\section*{Perfect screening in a metal, and overscreening at the caesium density}

\subsection*{Conventions and premises}

Hartree atomic units are used ($\hbar=m=e=4\pi\epsilon_0=1$, lengths in bohr, energies in hartree). The symbol $n$ is the electron number density, and every $\delta v$ is a potential \emph{energy} of a particle of charge $-1$. Fourier components are $a(\mathbf q)=\int d^3r\,a(\mathbf r)e^{-i\mathbf q\cdot\mathbf r}$, so the Coulomb interaction is $v(q)=4\pi/q^2$. With $n=k_F^3/3\pi^2=3/4\pi r_s^3$ one has $k_F=1/\alpha r_s$ and $\alpha=(4/9\pi)^{1/3}=0.52106$.

\begin{itemize}
\item[P1.] The system is a spin-unpolarised electron fluid at $T=0$ in a rigid uniform neutralising background (jellium), with a uniform, isotropic, non-degenerate ground state.
\item[P2.] Densities near the uniform one are ground-state densities of both the interacting and the Kohn--Sham system, and $E_{xc}[n]$ has a second functional derivative $f_{xc}(|\mathbf r-\mathbf r'|)$ at the uniform density.
\item[P3.] The perturbation is static and treated to first order. The thermodynamic limit comes first, then $\omega=0$, then $q\to0$.
\item[P4.] $q^2/\chi_s(q)\to0$ and $q^2f_{xc}(q)\to0$ as $q\to0$. The first condition holds when $\chi_s(0)$ is \emph{nonzero}.
\item[P5.] (Stronger, needed only for the screening constant.) For a density that varies infinitely slowly, $E_{xc}[n]\to\int d^3r\,n\,\varepsilon_{xc}(n)$, where $\varepsilon_{xc}$ is the exchange-correlation energy per electron of the uniform fluid.
\end{itemize}

\subsection*{(a) Relation between $\chi$ and $\chi_s$}

Define $\delta n=\chi\,\delta v_{ext}$ for the interacting system and $\delta n=\chi_s\,\delta v_s$ for the Kohn--Sham system. By P2 the two $\delta n$ are the same function. Linearising $v_s=v_{ext}+v_H[n]+v_{xc}[n]$ turns the Hartree and exchange-correlation terms into convolutions, which are products in Fourier space by P1:
\begin{equation}
\delta v_s(q)=\delta v_{ext}(q)+[v(q)+f_{xc}(q)]\,\delta n(q).
\label{lin}
\end{equation}
Insert $\delta v_s=\delta n/\chi_s$ and $\delta v_{ext}=\delta n/\chi$ and divide by $\delta n$:
\begin{equation}
-\frac1{\chi(q)}=\frac{4\pi}{q^2}+R(q),\qquad R(q)\equiv-\frac1{\chi_s(q)}+f_{xc}(q).
\label{dyson}
\end{equation}
This is exact under P1--P3. It splits the stiffness of the fluid against a density wave into the Coulomb part and a remainder $R$.

\subsection*{(b) The Kohn--Sham response}

The Kohn--Sham potential of the uniform fluid is constant, so the orbitals are plane waves with $\epsilon_k=k^2/2$ and occupations $f_k=\theta(k_F-k)$. First-order perturbation theory, with a factor 2 for spin, gives
\begin{equation}
\chi_s(q)=2\int\!\frac{d^3k}{(2\pi)^3}\frac{f_{\mathbf k}-f_{\mathbf k+\mathbf q}}{\epsilon_{\mathbf k}-\epsilon_{\mathbf k+\mathbf q}}
=-4\,\mathrm P\!\!\int_{k<k_F}\!\frac{d^3k}{(2\pi)^3}\frac1{\mathbf k\cdot\mathbf q+q^2/2}.
\end{equation}
The substitution $\mathbf k\to-\mathbf k-\mathbf q$ makes the second term equal to the first; the principal value is harmless because the numerator of the original form vanishes where the denominator does. The angular integral is $\mathrm P\!\int_{-1}^1 du\,(kqu+q^2/2)^{-1}=(kq)^{-1}\ln|(2k+q)/(2k-q)|$. With $k=k_Ft$ and $x=q/2k_F$,
\begin{equation}
\chi_s=-\frac{k_F}{2\pi^2x}\int_0^1dt\;t\ln\left|\frac{t+x}{t-x}\right| .
\end{equation}
The antiderivative is $\tfrac12(t^2-x^2)\ln|(t+x)/(t-x)|+xt$, which is continuous at $t=x$ and zero at $t=0$. Hence the Lindhard result
\begin{equation}
\chi_s=-N_0F(x),\quad N_0=\frac{k_F}{\pi^2},\quad F(x)=\frac12+\frac{1-x^2}{4x}\ln\left|\frac{1+x}{1-x}\right| .
\label{lind}
\end{equation}
Expanding the logarithm as $2(x+x^3/3+x^5/5+\dots)$ gives $F=1-x^2/3-x^4/15-\dots$ and
\begin{equation}
\frac1F=1+\frac{x^2}{3}+\frac{8x^4}{45}+\dots=1+\frac{1}{12}\frac{q^2}{k_F^2}+\frac1{90}\frac{q^4}{k_F^4}+\dots
\label{invF}
\end{equation}
Thus $\chi_s(0)=-N_0$, minus the density of states per volume at the Fermi level, finite and nonzero. The first half of P4 holds. Define $k_{TF}^2=4\pi N_0=4k_F/\pi$.

\subsection*{(c) Perfect screening}

Multiply (\ref{dyson}) by $q^2/4\pi$ and invert:
\begin{equation}
-v(q)\chi(q)=\frac{1}{1+q^2R(q)/4\pi}.
\label{vchi}
\end{equation}
By P4, $q^2R\to0$, so $-v\chi\to1$, that is $\chi\to-q^2/4\pi$. The leading term contains no property of the metal.

A point charge $+Z$ at the origin gives $\delta v_{ext}(r)=-Z/r$ and $\delta v_{ext}(q)=-Zv(q)$, so
\begin{equation}
\delta n(q)=-Zv\chi=\frac{Z}{1+q^2R(q)/4\pi}.
\label{dn}
\end{equation}
The induced number of electrons is $\int d^3r\,\delta n$. The logarithmic singularity of $F$ at $q=2k_F$ produces a Friedel tail $\delta n\propto\cos(2k_Fr)/r^3$, so the integral converges only conditionally. Define it with a factor $e^{-\eta r}$, whose transform is $8\pi\eta/(q^2+\eta^2)^2$. Parseval's theorem gives
\begin{equation}
\int d^3r\,\delta n(r)e^{-\eta r}=\int\!\frac{d^3q}{(2\pi)^3}\,\frac{8\pi\eta}{(q^2+\eta^2)^2}\,\delta n(q).
\end{equation}
The weight is positive, integrates to $e^{-\eta r}|_{r=0}=1$, and concentrates in $q\lesssim\eta$. For bounded $\delta n(q)$ with a limit at $q\to0$ the right side tends to that limit:
\begin{equation}
\boxed{\Delta N=\lim_{q\to0}\delta n(q)=Z .}
\end{equation}
In a finite sample with fixed electron number these $Z$ electrons come from the distant surface; P3 removes that deficit to infinity.

Both halves of P4 are needed. If $\chi_s\to-Aq^2$, as in an insulator, and $q^2f_{xc}\to0$, then $q^2R\to1/A$ and $\Delta N=Z/(1+1/4\pi A)<Z$. If $\chi_s(0)\ne0$ but $f_{xc}\to-a/q^2$, then $\Delta N=Z/(1-a/4\pi)\neq Z$. Perfect screening is therefore also an exact condition on approximate kernels for a metal.

\subsection*{(d) The long-wavelength limit of $R$: compressibility}

P4 fixes only the leading term. The next needs $R(0)$. Take $n(\mathbf r)=n+a\cos qz$ in a volume $V$. The first-order change of $E_{xc}$ vanishes because $v_{xc}$ is constant and the cosine averages to zero. The second-order change is
\begin{equation}
\tfrac12\!\int\!\!\int f_{xc}\,\delta n\,\delta n=\tfrac12 f_{xc}(q)\,a^2V\langle\cos^2qz\rangle=\tfrac14Va^2f_{xc}(q).
\label{wave}
\end{equation}
By P5 the same quantity tends, for $q\to0$, to $\tfrac14Va^2\,d^2(n\varepsilon_{xc})/dn^2$. Therefore
\begin{equation}
f_{xc}(0)=\frac{d^2(n\varepsilon_{xc})}{dn^2},
\end{equation}
which is finite and so implies the second half of P4. The kinetic analogue of P5 is confirmed by (b): with $t_s=\tfrac3{10}k_F^2n$, $dt_s/dn=k_F^2/2$ and $d^2t_s/dn^2=k_F^2/3n=\pi^2/k_F=1/N_0$.

Now compress electrons and background together, so that the system stays neutral and the Hartree terms cancel. The energy per volume is $e(n)=t_s+n\varepsilon_{xc}$, the chemical potential measured from the mean electrostatic potential is $\mu=e'$, and the pressure is $P=-\partial(Ve)/\partial V|_N=ne'-e$. Then $dP/dn=ne''$ and
\begin{equation}
\frac1\kappa=n\frac{dP}{dn}=n^2e''(n),\qquad \frac1{\kappa_0}=\frac{n^2}{N_0}=\frac23nE_F ,
\end{equation}
with $\kappa_0$ the compressibility of the non-interacting gas and $E_F=k_F^2/2$. It follows that
\begin{equation}
R(0)=\frac1{N_0}+f_{xc}(0)=\frac{d\mu}{dn}=\frac1{n^2\kappa},\qquad \frac{\kappa_0}{\kappa}=1+N_0f_{xc}(0).
\label{csr}
\end{equation}
Define the screening constant by $k^2=4\pi/R(0)$:
\begin{equation}
\boxed{k^2=4\pi n^2\kappa=k_{TF}^2\,\frac{\kappa}{\kappa_0}.}
\end{equation}
It carries the sign of $\kappa$ and need not be positive.

\subsection*{(e) Expansion of $\chi$ and the dielectric functions}

Write $R=g/N_0$ with
\begin{equation}
g(q)=\frac1{F}+N_0f_{xc}(q)=\frac{\kappa_0}{\kappa}+\Big(\frac1{12}+\lambda\Big)\frac{q^2}{k_F^2}+\dots,
\label{g}
\end{equation}
where $\lambda$ is the coefficient of $q^2/k_F^2$ in $N_0f_{xc}(q)$, assumed to exist. Then $q^2R/4\pi=q^2g/k_{TF}^2=q^2/k^2+O(q^4)$, and (\ref{vchi}) gives
\begin{equation}
\boxed{\chi(q)=-\frac{q^2}{4\pi}\Big(1-\frac{q^2}{k^2}+O(q^4)\Big).}
\label{chi}
\end{equation}

A test charge is distinguishable from the electrons and weak, so it feels only the electrostatic potential $\delta v_{tot}=\delta v_{ext}+v\,\delta n=(1+v\chi)\,\delta v_{ext}$. Define $\epsilon=\delta v_{ext}/\delta v_{tot}$. From (\ref{vchi}), $1+v\chi=(q^2g/k_{TF}^2)/(1+q^2g/k_{TF}^2)$, so exactly
\begin{equation}
\epsilon(q)=1+\frac{k_{TF}^2}{q^2g(q)}\;\longrightarrow\;\boxed{\frac{k^2}{q^2}}\qquad(q\to0,\ \kappa_0/\kappa\neq0).
\label{eps}
\end{equation}
The form $1+k^2/q^2$ is often written, but its constant is not exact: the $q^2$ term of $g$ adds $-(k_{TF}^2/k_F^2)(\tfrac1{12}+\lambda)(\kappa/\kappa_0)^2$ at order $q^0$. Only the divergent term is fixed by the compressibility.

A Kohn--Sham electron feels $\delta v_s$ instead. From (\ref{lin}),
\begin{equation}
\epsilon_s\equiv\frac{\delta v_{ext}}{\delta v_s}=\frac{\chi_s}{\chi}=1+N_0F\,(v+f_{xc})\;\longrightarrow\;\frac{k_{TF}^2}{q^2},
\end{equation}
which is positive at every density. The constant $k$ belongs to the test-charge function and $k_{TF}$ to the Kohn--Sham one.

Three real-space statements follow for the charge $Z$, all in the regularised sense of (c). The volume integrals of the potentials are their $q\to0$ limits, and the second moment follows from $\delta n(q)=\int\delta n\,(1-q^2r^2/6+\dots)\,d^3r$ compared with $Z(1-q^2/k^2)$:
\begin{equation}
\int\delta v_{tot}\,d^3r=-\frac{4\pi Z}{k^2},\qquad \int\delta v_s\,d^3r=-\frac{Z}{N_0},\qquad \int r^2\delta n\,d^3r=\frac{6Z}{k^2}.
\label{mom}
\end{equation}
The first two differ by $\int\delta v_{xc}\,d^3r=Zf_{xc}(0)$, as (\ref{csr}) requires.

\subsection*{(f) Negative $k^2$ and stability}

Second-order perturbation theory for the interacting ground state gives $\chi(q)=-(2/V)\sum_{m\neq0}|\langle m|\hat n_{\mathbf q}|0\rangle|^2/(E_m-E_0)<0$. Hence $1/\epsilon=1+v\chi<1$. This excludes $0<\epsilon\le1$ and allows both $\epsilon>1$ and $\epsilon<0$. By (\ref{vchi}), $\chi<0$ is equivalent to
\begin{equation}
1+q^2g(q)/k_{TF}^2>0 ,
\label{stab}
\end{equation}
which holds at small $q$ for either sign of $g(0)$. With a rigid background a long density wave costs the Coulomb energy $4\pi/q^2$, which outweighs a finite negative $R$. A negative $\kappa$ signals an instability only for a background free to follow the electrons, since a neutral compression costs $R(0)$ alone.

For $\kappa<0$, equations (\ref{dn}), (\ref{eps}) and (\ref{mom}) describe overscreening: $\delta n(q)=Z(1-1/\epsilon)>Z$ at small finite $q$, $\epsilon\to-\infty$, the second moment of the cloud is negative, and the volume-integrated electrostatic potential of the screened charge has the sign opposite to the bare one. The total stays $\Delta N=Z$.

\subsection*{(g) Evaluation of $\kappa_0/\kappa$}

Since $n\propto r_s^{-3}$, $d/dn=-(r_s/3n)\,d/dr_s$. For an energy per electron $\varepsilon(r_s)$, with primes now meaning $d/dr_s$, $d(n\varepsilon)/dn=\varepsilon-r_s\varepsilon'/3$, and a second derivative gives $(r_s/9n)(r_s\varepsilon''-2\varepsilon')$. Multiplying by $N_0$, with $N_0/n=3/k_F^2=3\alpha^2r_s^2$, gives $(\alpha^2r_s^3/3)(r_s\varepsilon''-2\varepsilon')$. For exchange, $\varepsilon_x=-3k_F/4\pi=-3/4\pi\alpha r_s$, the bracket equals $-3/\pi\alpha r_s^2$. Thus
\begin{equation}
\frac{\kappa_0}{\kappa}=1-\frac{\alpha r_s}{\pi}+\frac{\alpha^2r_s^3}{3}\big(r_s\varepsilon_c''-2\varepsilon_c'\big).
\label{kap}
\end{equation}
For correlation use, as an approximate input, the Perdew--Zunger (1981) form for $r_s\ge1$,
\begin{equation}
\varepsilon_c=\frac{\gamma}{D},\quad D=1+\beta_1\sqrt{r_s}+\beta_2r_s,\quad\gamma=-0.1423,\ \beta_1=1.0529,\ \beta_2=0.3334,
\end{equation}
for which $\varepsilon_c'=-\varepsilon_cD'/D$ and $\varepsilon_c''=\varepsilon_c[2(D'/D)^2-D''/D]$. The root of (\ref{kap}) is $r_s^c=5.24$. There $k^2$ passes through infinity and changes sign, and by (\ref{g}) and (\ref{eps}) $\epsilon$ diverges as $q^{-4}$, while $\Delta N=Z$ is untouched.

\subsection*{(h) Range of validity}

\begin{enumerate}
\item \emph{The sum rule} $\Delta N=Z$ needs P1--P4 only and is independent of $\varepsilon_{xc}$. It fails for insulators, where $\chi_s\propto q^2$, and for the other order of limits ($q\to0$ at fixed $\omega\neq0$), where particle conservation also forces $\chi_s\propto q^2$.
\item \emph{Strong charges.} Equation (\ref{dn}) for the shape of the cloud is first order in $Z$ and is not reliable near a bare nucleus. The total survives at the level of rigour of P5: far away the smooth part of the response is weak and local, $\delta v_{tot}=-R(0)\,\delta n$. A residual charge $Z'=Z-\Delta N$ would give $\delta v_{tot}=-Z'/r$, hence $\delta n\propto1/r$, which is not integrable; so $Z'=0$.
\item \emph{The forms with $k^2$}, (\ref{chi}) and (\ref{eps}), need P5. The dielectric function needs $g(q)\approx g(0)$, that is
\begin{equation}
\Big|\frac1{12}+\lambda\Big|\frac{q^2}{k_F^2}\ll\Big|\frac{\kappa_0}{\kappa}\Big| ,
\label{window}
\end{equation}
a window that closes as $r_s\to r_s^c$.
\item \emph{Size of $\lambda$.} A gradient term $\int B|\nabla n|^2d^3r$ gives $\tfrac12VBa^2q^2$ for the wave of (d), so by (\ref{wave}) it adds $2Bq^2$ to $f_{xc}$. Take as approximate inputs the exchange form $n\varepsilon_x\mu_x s^2$, with $s=|\nabla n|/2k_Fn$ and $\mu_x=10/81$, and the correlation form $n\beta t^2$, with $t=|\nabla n|/2k_{TF}n$ and the high-density coefficient $\beta=0.0667$. Then $B_x=-3\mu_x/16\pi k_Fn$ and $B_c=\pi\beta/16k_Fn$, and with $N_0/n=3/k_F^2$
\begin{equation}
\lambda_x=-\frac{9\mu_x}{8\pi k_F}=-\frac5{36}\,\frac{\alpha r_s}{\pi},\qquad\lambda_c=\frac{3\pi\beta}{8k_F}.
\label{lam}
\end{equation}
A high-density $\beta$ is not controlled at low density, so (\ref{lam}) indicates a size only.
\item \emph{The model.} The background is rigid and structureless. Here $\kappa$ is the compressibility of neutral jellium, not that of a crystal with ion cores.
\end{enumerate}

\subsection*{(i) Numerical illustration}

Inputs are the typical valence densities $r_s=5.62$ for caesium and, for contrast, $r_s=2.07$ for the wiring metal aluminium. All results are those of the jellium model. At $r_s=5.62$, $D=5.3698$, the bracket in (\ref{kap}) is $-9.218\times10^{-3}$ and its prefactor is $16.064$. Four decimals are carried in the terms of $\kappa_0/\kappa$ to show the cancellation.

\begin{center}
\begin{tabular}{lcc}
\hline
 & $r_s=5.62$ & $r_s=2.07$\\
\hline
$k_F$ (bohr$^{-1}$) & 0.3415 & 0.9271\\
$k_{TF}^2$ (bohr$^{-2}$) & 0.4348 & 1.1805\\
$10^3\varepsilon_c'$ (hartree) & 2.741 & 9.688\\
$10^3\varepsilon_c''$ (hartree) & $-0.665$ & $-5.452$\\
$N_0f_x(0)$ & $-0.9321$ & $-0.3433$\\
$N_0f_c(0)$ & $-0.1481$ & $-0.0246$\\
$\kappa_0/\kappa$ & $-0.0802$ & $0.6321$\\
$k^2$ (bohr$^{-2}$) & $-5.4$ & $1.87$\\
\hline
\end{tabular}
\end{center}

At the aluminium density screening is ordinary: exchange and correlation shorten the length from $1/k_{TF}=0.92$ to $1/k=0.73$ bohr, and $1+k^2/q^2=25$ at $q=0.3k_F$.

At the caesium density $k^2<0$. Exchange alone leaves $\kappa_0/\kappa$ positive; correlation decides the sign. The result is a small difference. A change of 5 per cent in the correlation term shifts it by $0.0074$, or 9 per cent. The slope is $d(\kappa_0/\kappa)/dr_s=-0.21$, so 1 per cent in $r_s$ shifts it by $0.012$, or 15 per cent. Two figures in $k^2$ are the most that the inputs carry.

From (\ref{mom}), with $1/N_0=28.9$ and $f_{xc}(0)=-31.2$ hartree\,bohr$^3$,
\begin{equation}
\int\delta v_s\,d^3r=-28.9\,Z,\qquad\int\delta v_{tot}\,d^3r=+2.3\,Z\quad(\text{hartree bohr}^3),
\end{equation}
and $\int r^2\delta n\,d^3r=-1.1\,Z$ bohr$^2$. The Kohn--Sham electrons are attracted on average, which is why $Z$ of them gather. A negative test charge is weakly repelled on average, and a positive one weakly attracted.

The neglected terms compete. Equation (\ref{lam}) gives $\lambda_x=-0.13$ and $\lambda_c=+0.23$, net $+0.10$, comparable with the kinetic coefficient $1/12$. At $q=0.5k_F$ the kinetic term alone is $0.021$, which is 26 per cent of $|\kappa_0/\kappa|$ here against 3 per cent at the aluminium density. The left side of (\ref{window}) reaches a tenth of the right side at $q=0.31k_F$ for $\lambda=0$ and at $q=0.21k_F$ for $\lambda=0.10$. The table gives $\epsilon/100$ from (\ref{eps}) with $k_{TF}^2/k_F^2=3.729$; the last two columns use $g=1/F+N_0f_{xc}(0)+\lambda q^2/k_F^2$ with the full $F$ of (\ref{lind}).

\begin{center}
\begin{tabular}{cccc}
\hline
$q/k_F$ & $g=\kappa_0/\kappa$ & $\lambda=0$ & $\lambda=0.10$\\
\hline
0.1 & $-46$ & $-47$ & $-48$\\
0.3 & $-5.2$ & $-5.7$ & $-6.5$\\
0.5 & $-1.8$ & $-2.5$ & $-4.4$\\
\hline
\end{tabular}
\end{center}

The form $1-|k|^2/q^2$ would vanish at $|k|=2.3$ bohr$^{-1}=6.8k_F$ and then enter the forbidden interval $0<\epsilon<1$. That zero lies far outside (\ref{window}) and is spurious. In the fuller model $g$ changes sign first, at $q=0.92k_F$ for $\lambda=0$ and $0.65k_F$ for $\lambda=0.10$; there $1/\epsilon$ passes through zero and $\epsilon$ returns from $+\infty$. The overscreening is slight: the largest value of $\delta n(q)/Z$ is $1.005$, at $q=0.66k_F$, for $\lambda=0$, and $1.002$ for $\lambda=0.10$. Condition (\ref{stab}) is thus met with a wide margin.

\emph{Model against material.} The model's bulk modulus $(\kappa_0/\kappa)\tfrac23nE_F$ is $-0.0802\times1.54=-0.12$ GPa at the caesium density and $143$ GPa at the aluminium density, whereas typical bulk moduli are about $+2$ GPa and about $76$ GPa: the model has the wrong sign for caesium and is nearly twice too stiff for aluminium, because the ion cores are absent. The sign of $k^2$ is exposed to the same omission. Let polarisable cores act as a uniform medium of dielectric constant $\epsilon_c$, so that $v\to v/\epsilon_c$. Measuring lengths in units of $\epsilon_c$ bohr restores the original Hamiltonian up to an overall factor, with $r_s\to r_s/\epsilon_c$. Since $v/\epsilon_c$ enters both $\delta v_{ext}$ and the Hartree term, $\Delta N=Z$ still holds, but negative $\kappa$ requires $\epsilon_c<5.62/5.24=1.07$. With one ion per electron and an assumed Cs$^+$ polarisability $\alpha_d=16$ bohr$^3$, neglecting local fields, $\epsilon_c=1+4\pi n\alpha_d=1+3\alpha_d/r_s^3=1.27$. The effective $r_s$ is $4.4$ and (\ref{kap}) gives $\kappa_0/\kappa=+0.17$. A uniform medium is itself crude at distances comparable with the core size, so neither model settles the sign for the metal. The value $k^2=-5.4$ bohr$^{-2}$ belongs to rigid jellium at the caesium density; the induced charge of exactly $Z$ electrons holds in both models.